Q: I have a crystal in which layers of cobalt alternate with layers of tungsten, and the energy for five directions of its magnetisation. The lattice is almost face-centred cubic, with twelve neighbours at nearly equal distances. So isn't this the ordinary anisotropy of a cubic magnet that prefers its body diagonal?

A: That idea can be tested, because a cubic magnet leaves a recognisable pattern. Here are the five directions.

Magnetocrystalline anisotropy of CoW (R-3m, 2 atoms per cell, a = 2.707 Å, c = 12.887 Å), counted from the first direction. Ansatz 0.2.0, PBE, plane-wave PAW, 420 eV cutoff, 0.05 eV Fermi-Dirac smearing. A collinear scalar-relativistic run on an 18×18×18 k mesh is followed by second variation in the spin-orbit coupling and the force theorem on a 24×24×24 mesh.

```
direction x  direction y  direction z  energy (meV per cell)  mesh spread (meV per cell)
     0.5774       0.5774       0.5774                      0                         0.0
          0      -0.7071       0.7071                  0.572                         0.1
     0.4082      -0.8165       0.4082                  0.572                         0.1
     0.4082      -0.0918       0.9082                  0.286                         0.0
     0.6969      -0.1691       0.6969                  0.286                         0.0
```

The directions x, y and z are the components of a unit vector along the nearly cubic axes. The first row is the body diagonal that stands normal to the layers, and the energies count from it. The second and third rows lie within the layers. The last two are tilted halfway, at 45° to the normal.

Q: The two directions within the layers cost the same, 0.572 meV per cell. Doesn't that speak for or against the cubic idea?

A: Neither. In its simplest form, the energy of a cubic magnet is also the same for those two, which is why the idea is tempting. The last two rows are the ones that can decide. The fourth points fairly close to a cube edge, the fifth close to a face diagonal, and a cubic crystal treats these very differently. If the body diagonal is the easiest direction, the cube edge is the hardest in that simplest form.

The simplest cubic energy, set to zero on the body diagonal, is

E = C [1/3 − (x²y² + y²z² + z²x²)]

where C is a constant. The bracket is 0.083 within the layers, so let the second row set C. For the fourth row the bracket is 0.188, which gives

E = 0.572 meV × 0.188 / 0.083 ≈ 1.3 meV

The same step for the fifth row, with a bracket of 0.070, gives about 0.5 meV.

Q: But the table has 0.286 meV for both.

A: Yes, and that is half of what it costs to lie within the layers. The energy depends on the angle to the layer normal, and it doesn't notice whether a cube edge or a face diagonal is near.

Q: The calculation warns that its mesh is rough for anisotropy. Could a smaller cubic part hide in the noise?

A: Only a small one. The last two rows make the same angle with the normal, so their difference removes every term that depends on that angle alone. What remains is the part of the cubic energy that varies as one turns around the normal. Their mesh spread, a measure of the uncertainty from the finite k mesh, is about 0.04 meV; the printed 0.0 is a matter of rounding. Even if a difference of that size were hidden there, the cubic part would supply only about 0.03 meV of the cost of lying within the layers. With tetrahedron integration the spread is about 0.12 meV and the bound rises to about 0.08 meV. The unrounded energies of the two rows agree far better than either spread: 0.28652 and 0.28651 meV with smearing, 0.3090 and 0.3091 meV with tetrahedra.

Q: Then what does the layering do that a cubic lattice can't?

A: It singles out one axis. The cell is also slightly squeezed along that axis: the Co–W distance of 2.66 Å is a little shorter than the 2.707 Å between neighbours within a layer. Squeeze and chemical order leave the same axis, and this run doesn't separate them. In this calculation the spin feels the lattice only through spin–orbit coupling, which ties it to the orbital motion of the electrons. In a metal like this the orbital motion is nearly quenched, so the coupling has to act twice: once to stir up some orbital motion, and once to let the spin feel it. Each action brings in one factor of the spin direction, so the energy is quadratic in the components of that direction.

With one threefold axis, a quadratic energy has only two independent values, one along the axis and one across it. If θ is the angle between the magnetisation and the layer normal, then

E = E_along cos²θ + E_across sin²θ = E_along + K sin²θ

with K = E_across − E_along. At 45° sin²θ is one half, so the second row alone predicts the last two. In a perfectly cubic crystal the two values are equal and K vanishes. Any preference then has to come from four actions of the coupling, which usually makes it much weaker.

The output printed after this text compares the two forms, each fitted to all five rows with one constant. The sin²θ form follows the table closely and the cubic form fails. This also means that the five rows carry just one independent energy, K.

Q: So the layering gives the shape. For the size I would look to cobalt, since it is the magnetic atom.

A: The case for cobalt is better than that. In the same calculation it has a spin moment of about 0.7 Bohr magnetons, while tungsten has only a few hundredths. Cobalt's orbital moment is also larger along the easy axis than within the layers, by 0.010 Bohr magnetons. A well-known rule says that the easy direction is the one with the larger orbital moment:

E_across − E_along ≈ (ξ/4) × (m_along − m_across)

Here m is the orbital moment in Bohr magnetons and ξ is the strength of the spin–orbit coupling. For cobalt ξ is roughly 0.07 eV, a recalled value. That gives

70 meV / 4 × 0.010 ≈ 0.2 meV

Q: The right sign, and about a third of the total. That looks convincing.

A: It does, until it is held against the energy itself. The calculation also divides the anisotropy between the atoms. Of the 0.572 meV in the second row, tungsten's share is 0.544 meV. Cobalt's share is −0.019 meV, which very slightly favours the layers. That is well below the mesh spread of the total, so its sign is open, but cobalt is clearly not the main source.

Q: Do the two shares add up to the whole?

A: Not quite. About 0.047 meV belongs to neither atom. It halves at 45°, as the total does, but I have no explanation for that remainder. Suppose we credit all of it to cobalt. Its share becomes 0.047 − 0.019 = 0.028 meV, about a twentieth of the total. The way the remainder is assigned doesn't change the verdict.

Q: How can an atom with almost no moment of its own decide where the magnetisation points?

A: Because two jobs are divided between the atoms. Cobalt supplies the magnetism. Its 3d states mix with the 5d states of tungsten, so electrons of the two spins see tungsten differently. Tungsten supplies the strong spin–orbit coupling. Its ξ is roughly four to five times that of cobalt, again from recalled values. Since the coupling acts twice, that alone is worth a factor of up to about 25, though the weaker spin splitting on tungsten should take part of it back.

The small net moment is less of an obstacle than it seems. It is a sum over all occupied states, and contributions of opposite sign can cancel in it. The anisotropy weighs those states differently, with most weight on pairs of filled and empty states that lie close in energy.

Q: Is that shown, or is it argued?

A: Tungsten's large share is a result of the calculation. The reason for it is standard theory, applied here without a separate test. A direct test would repeat the calculation with the spin–orbit coupling of tungsten switched off, and we don't have that run.

Q: Then why did the orbital-moment rule mislead us about cobalt?

A: In this short form, the rule assumes that the d shell of one spin is full, so that the whole orbital moment comes from the other spin. When both shells are partly empty, the orbital moments of the two spins add up in the total but enter the energy with opposite signs. The total then no longer tells you the energy. That is the case here: cobalt's 3d shell holds about 4.3 electrons of one spin and 3.6 of the other, where five of each would fill it. The rule also leaves out any mixing between opposite spins, and the orbital moment that tungsten's strong coupling can induce on cobalt. We can't say from this run which omission matters most.

Tungsten is further still from what the rule assumes, with about two and a half 5d electrons of each spin. Counted along the magnetisation, its orbital moment goes from −0.0176 Bohr magnetons along the axis to +0.0050 within the layers. The rule as written turns that change of 0.023 into about −2 meV, several times tungsten's actual share and of the opposite sign; counting along tungsten's own small, reversed spin flips the sign but not the size. Summed over both atoms, the orbital moment is 0.0399 along the easy axis and 0.0525 across it, so it is larger in the hard direction. A larger orbital moment along the easy axis is therefore a real feature of cobalt here, but not the cause of the easy axis.

Q: I work on deposition. What number should I take away, and how would I guess the behaviour of a related alloy?

A: Take K as about 0.6 meV per cell, uncertain from the mesh alone by about 0.1 meV, or twice that when the same run is integrated with tetrahedra. The preference for the layer normal is safe against that uncertainty; the later digits aren't. The number belongs to perfectly ordered layers with all cobalt moments parallel, in a fixed structure at zero temperature, and anisotropy usually weakens on warming. PBE can also make weak magnetism like this too strong, and K would change with it. Left out are the dipole forces between the moments, which favour the plane of a flat film but are expected to be small here. The known cobalt–tungsten compounds have other compositions, so treat this crystal as a model and not as a recipe.

For a related alloy, ask two questions. Does the atomic order single out one threefold, fourfold or sixfold axis? If it does, expect the sin²θ form to lead. Is there a heavy atom whose d states mix with those of the magnetic one? If there is, look there first for the size, even if its moment is small. Neither question tells you whether the easy direction will lie along the axis or across it. That depends on which d states lie near the Fermi level, and it has to be calculated.

The analysis program printed:

```
fit of result_energy on 5 rows: coefficient of sin2 0.572 +/- 1e-05; rms 1.43e-05, worst 0.4082 3.02e-05, leave-one-out rms 1.68e-05
fit of result_energy on 5 rows: coefficient of cub 3.133 +/- 1.2; rms 0.24, worst 0.0 -0.311, leave-one-out rms 0.45
Two angular forms against the computed energy in meV per cell:
     row  sin2 theta  cubic form  computed  uniaxial fit  cubic fit
  0.5774           0   5.551e-17         0             0  1.739e-16
     0.0           1     0.08333     0.572         0.572     0.2611
  0.4082           1     0.08336     0.572         0.572     0.2612
  0.4082      0.5001      0.1875     0.286         0.286     0.5875
  0.6969         0.5     0.06965     0.286         0.286     0.2182
Site shares in meV and orbital moments in Bohr magnetons:
     row  Co share  W share  Co orbital  W orbital
  0.5774         0        0      0.0575    -0.0176
     0.0   -0.0186   0.5439      0.0475      0.005
  0.4082   -0.0186   0.5438      0.0475      0.005
  0.4082   -0.0092   0.2723      0.0525    -0.0064
  0.6969   -0.0092   0.2722      0.0525    -0.0064
In-plane energy above the threefold axis (meV per cell): 0.572
The same as an energy density (MJ per cubic metre): 3.362
In-plane energy over its mesh spread: 6.467
Energy at 45 degrees over in-plane energy: 0.5
Largest in-plane energy that a cubic term hidden by the mesh spread could give (meV): 0.03175
W share of the in-plane energy (percent): 95.08
Part of the in-plane energy given to neither site (meV): 0.04675
Co orbital moment along the axis less in-plane (Bohr magnetons): 0.01
W orbital moment along the axis less in-plane (Bohr magnetons): -0.0226
Rough orbital-moment rule for Co (meV): 0.175
Rough orbital-moment rule for W, size only (meV): 1.978
Rough squared ratio of spin-orbit constants W to Co: 25
```
